**Question: How does a finite nucleus round off the Kato cusp, and what does it do to the level?**

Kato's condition says ψ′/ψ → −Z at a point nucleus. A real nucleus has a size, the potential at its centre is finite, and so the slope there should be zero. Is there a model, solvable exactly, that shows how the slope gets from 0 to −Z and that tests the textbook shift (2π/3) Z ⟨r²⟩ |ψ(0)|²? I would like numbers for hydrogen-like Ca¹⁹⁺ with a uniformly charged nucleus, using the typical radius rule R = 1.2 A^(1/3) fm and an assumed mass number A = 40.

**Answer**

One electron in one s channel is enough, and that problem needs only two functions: an oscillator function inside the nucleus and a Coulomb function outside. The result is that the slope is zero at r = 0, is −(4/5)Z at the surface, and approaches −Z as −Z[1 − R²/(5r²)]. The R²/r² tail and the level shift turn out to be one and the same quantity.

Conventions: atomic units (ħ = mₑ = e²/4πε₀ = 1, lengths in a₀, energies in Eh), Schrödinger equation, fixed nucleus. Kato's condition (1957) concerns the spherical average of ψ about the nucleus, which for an s state is ψ itself.

**1. The model**

Charge Z spread evenly over a ball of radius R gives

V = −Z(3R² − r²)/(2R³) for r ≤ R, V = −Z/r for r ≥ R. (1)

Inside, ∇²V = 3Z/R³, as Poisson's equation demands, and V and V′ are continuous at R. The s-wave equation is

ψ″ + (2/r)ψ′ = 2(V − E)ψ. (2)

At a point nucleus the −2Z/r on the right can only be balanced by (2/r)ψ′, and this forces ψ′(0) = −Zψ(0). With (1) the right side stays finite, so ψ′(0) = 0, and the curvature is ψ″(0)/ψ(0) = (2/3)[V(0) − E] ≈ −Z/R.

Define x = ZR, s = r/R, ρ = Zr = xs, E = −Z²/(2ν²) with ν = n + δ, and the reduced slope g = ψ′/(Zψ). Only x remains as a parameter. For the stated inputs R = 4.104 fm = 7.7553×10⁻⁵ a₀ and x = 1.55107×10⁻³, while the 1s orbital has the size a₀/Z = 2646 fm.

**2. Exact solution**

Inside, (2) becomes ψ_ss + (2/s)ψ_s = (x s² − k²)ψ with k² = 3x − x²/ν². This is a three-dimensional oscillator with w = √x, and the solution regular at the origin is

ψ_in = exp(−w s²/2) M(a, 3/2, w s²), a = 3/4 − k²/(4w), (3)

with M the Kummer function ₁F₁. It depends on s² only, so the zero slope at the centre is exact for any x. Since dM(a, c, y)/dy = (a/c) M(a+1, c+1, y),

g_in = (w s/x) [−1 + (4a/3) M(a+1, 5/2, w s²)/M(a, 3/2, w s²)]. (4)

Outside, the solution that decays at infinity is

ψ_out = exp(−z/2) U(b, 2, z), z = 2ρ/ν, b = 1 − ν, (5)

with U the Tricomi function, and g_out = −1/ν + (2/ν) U′/U, the prime meaning d/dz. The levels are the roots ν of

g_in(s = 1) = g_out(ρ = x). (6)

Nothing has been approximated so far. For the calcium 1s level w = 0.039384 and a = 0.72048.

**3. Small x: the slope**

Put L = s ψ_s/ψ = x s g. The inner equation turns into (sL)′ = s²(x s² − k²) − L². Expanding L = x L₁ + x² L₂ + … with L(0) = 0:

L₁ = −s² + s⁴/5,
L₂ = s²/(3ν²) − s⁴/5 + 2s⁶/35 − s⁸/225.

To leading order, then,

g = −s + s³/5 for r ≤ R, (7)

which falls monotonically from 0 to −4/5. Outside, at the same order, (sL)′ = −2xs. Integrating from s = 1, where L = −4x/5, gives sL = −x s² + x/5, or

ψ′/ψ = −Z[1 − R²/(5r²)] for R ≤ r ≪ a₀/Z. (8)

Neither n nor E enters (7) and (8), just as they do not enter Kato's condition: across the nucleus |V| is of order Z/R and |E| is smaller by a factor of order x.

**4. Small x: the level**

For small z,

Γ(b) U(b, 2, z) = 1/z + (b − 1)[ln z + digamma(b) + 2γ_E − 1] + higher powers of z,

with γ_E Euler's constant. At b = 1 − n − δ and small δ, digamma(b) ≈ 1/δ, so the constant term is −n/δ. The 1/δ parts of the higher powers build up the Laguerre polynomial of the point-nucleus state. Dividing by −n/δ and using z ≈ 2ρ/n,

ψ_out ∝ (1 − ρ + …) − δ/(2ρ), g_out ≈ −1 + δ/(2ρ²). (9)

Equation (8) reads g = −1 + x²/(5ρ²). Hence δ = (2/5)x² for every n, and from E = −Z²/[2(n + δ)²],

ΔE = Z² δ/n³ = (2/5) Z⁴ R²/n³. (10)

So the tail in (8) is the admixture of the irregular Coulomb solution, −δ/(2ρ), that a state with non-integer ν must carry. At a point nucleus it is forbidden. Here it is cut off at R, and its amplitude fixes the shift.

**5. Comparison with the general statement**

Take any spherical nuclear density normalised to one, and δV = V + Z/r. Poisson's equation gives ∇²δV = 4πZ[density − δ³(r)]. Write 1 = ∇²(r²/6) and apply Green's theorem, with no surface term because δV vanishes outside the charge:

∫δV d³r = (2π/3) Z ⟨r²⟩.

With ψ held at its central value across the nucleus, first-order perturbation theory gives ΔE = (2π/3) Z ⟨r²⟩ |ψ(0)|². The same integral, inserted in r²ψ′/ψ ≈ 2∫V r² dr, gives ψ′/ψ = −Z[1 − ⟨r²⟩/(3r²)] outside the charge. For the ball ⟨r²⟩ = 3R²/5, and the hydrogenic |ψ(0)|² is Z³/(πn³), which returns (8) and (10). The general statement is thus the leading term in x of the exact solution. For l > 0 the factor r^(2l) in the density pushes the shift to order Z² x^(2l+2).

The model also yields the first correction. For 1s write g = −1 + η outside, and ε = 1 − 1/ν² = 2ΔE/Z². Equation (2) becomes (ρ² e^(−2ρ) η)′ = −ρ² e^(−2ρ)(ε + η²). Integrate from ρ to infinity and iterate once, with q = ε/4:

η = q(1 + 2ρ + 2ρ²)/ρ² + q²/ρ³ + … (11)

At the surface the inner side gives η = 1/5 + L₂(1) x with L₂(1) = 293/1575 for ν = 1. Set q = x²(1/5 + p₁x). The terms of order x give p₁ + 2/5 + 1/25 = 293/1575, so p₁ = −16/63 and, since ΔE = 2qZ²,

ΔE = (2/5) Z⁴ R² [1 − (80/63) x + O(x² ln x)]. (12)

First-order theory with the full 1s density e^(−2ρ) kept under the integral gives 1 − (5/6)x instead. It misses −(55/126)x, which comes from the relaxation of ψ around the nucleus, so refining the first-order integral alone does not give the right correction. The coefficient 80/63 is the same for all ns: the point-nucleus slope is g = −1 − (1 − 1/n²)ρ/3 + …, and its n-dependent part, ρ/(3n²), cancels against the s²/(3ν²) in L₂.

**6. Numbers for the model ion**

Leading order, (10): δ = 9.6232×10⁻⁷, ΔE(1s) = 3.8493×10⁻⁴ Eh = 10.474 meV, ΔE(2s) = 1.3093 meV.

Exact roots of (6): δ(1s) = 9.6042×10⁻⁷, ΔE(1s) = 3.8417×10⁻⁴ Eh = 10.454 meV, ΔE(2s) = 1.3067 meV.

For 1s, as a ratio to (10):

first order with the full density: 0.998708
equation (12): 0.998030
exact root: 0.998025

The remaining 5×10⁻⁶ is the x² ln x order. The general formula is therefore good to 0.2 % within this model.

The reduced slope g = ψ′/(Zψ) for 1s:

r/R | from (7), (8) | exact
0 | 0 | 0
0.5 | −0.47500 | −0.47478
1 | −0.80000 | −0.79971
2 | −0.95000 | −0.94978
5 | −0.99200 | −0.99189
10 | −0.99800 | −0.99794

The Kato slope is back to within 1 % at r = √20 R = 18.4 fm, less than a hundredth of the orbital size. For 2s the ordinary term −ρ/4 overtakes x²/(5ρ²) at about 8 R, which is the practical upper limit of (8) for that state.

The height of ψ changes more than the energy does. Integrating g inward from large r, ln ψ(R) = −x − x/5 relative to the point-nucleus ψ(0), and the interior adds +(1/2 − 1/20)x. The sum is ψ(0) = ψ_point(0)[1 − 3x/4]. The central density drops by 3x/2 = 0.23 %, which is linear in x, whereas the relative energy shift is quadratic.

For basis sets this means the following. A Gaussian exp(−ζr²) has zero slope at the centre, like (3), so the finite nucleus removes the formal mismatch. But the rounding happens on the scale R, and resolving it takes exponents of order 1/R² = 1.66×10⁸ a₀⁻². A basis that stops far below that still has to imitate a cusp of slope −Z. In a many-electron atom the local argument behind (7) and (8) holds for each electron at the nucleus, and the electron–electron cusp is untouched.

**7. What the model leaves out for real Ca¹⁹⁺**

The digits above belong to the Schrödinger model. For the real ion relativity is the first concern, and for the slope it is decisive. The well depth is |V(0)| = 3Z/(2R) = 3.868×10⁵ Eh = 10.5 MeV, against mc² = 0.511 MeV, and Z/r exceeds mc² for r below 56 fm, which covers the whole table. With c = 1/α, Zα = 0.14595 and γ = √(1 − (Zα)²) = 0.98929.

For an s₁/₂ state with large and small radial components G and F, and W = E − V (E without rest energy), the Dirac equations are G′ = (W + 2c²)F/c and F′ + 2F/r = −WG/c. With finite V they give F ≈ −W(0) r G/(3c) near the centre. The slope of G is still zero there, but G″/G = −(2W/3)[1 + W/(2c²)], and the bracket is 11.3 for calcium. For a point nucleus the 1s solution is G ∝ r^(γ−1) e^(−Zr), with G′/G = −Z − (1 − γ)/r. At r = R the second term is 6.9 times the first. Equation (8) thus describes the non-relativistic wave function, and it is not the slope of the Dirac large component of this ion.

The shift is less affected. The ratio of the Dirac to the Schrödinger 1s density for a point nucleus is 2(2Zr)^(2γ−2)/Γ(2γ+1), which is 1.15 at r = R. I use this as an estimate of the enhancement. It leaves open terms of relative order (Zα)² = 0.021, ten times the correction in (12).

Recoil scales (10) by the cube of the reduced mass, a relative change of 3mₑ/M = 4×10⁻⁵ for an assumed M = 40 u.

The size shift is also small beside other corrections to the 1s binding energy of 5442 eV. The Dirac equation binds by a further 29 eV, the reduced mass removes 75 meV, and radiative corrections have the scale α(Zα)⁴mc²/π = 0.54 eV times a factor of order unity. All must be in hand before a 10 meV effect can be isolated.

Finally the radius. The rule gives an rms radius √(3/5) R = 3.179 fm, while a typical rms charge radius for ⁴⁰Ca is about 3.48 fm, and (10) goes as its square, a factor 1.20. Together with the relativistic factor 1.15 this points to roughly 14 meV for the real ion, so the model's 10.454 meV lies about 28 % low, for two reasons that lie outside the mathematics of (6): the assumed radius and the Schrödinger equation.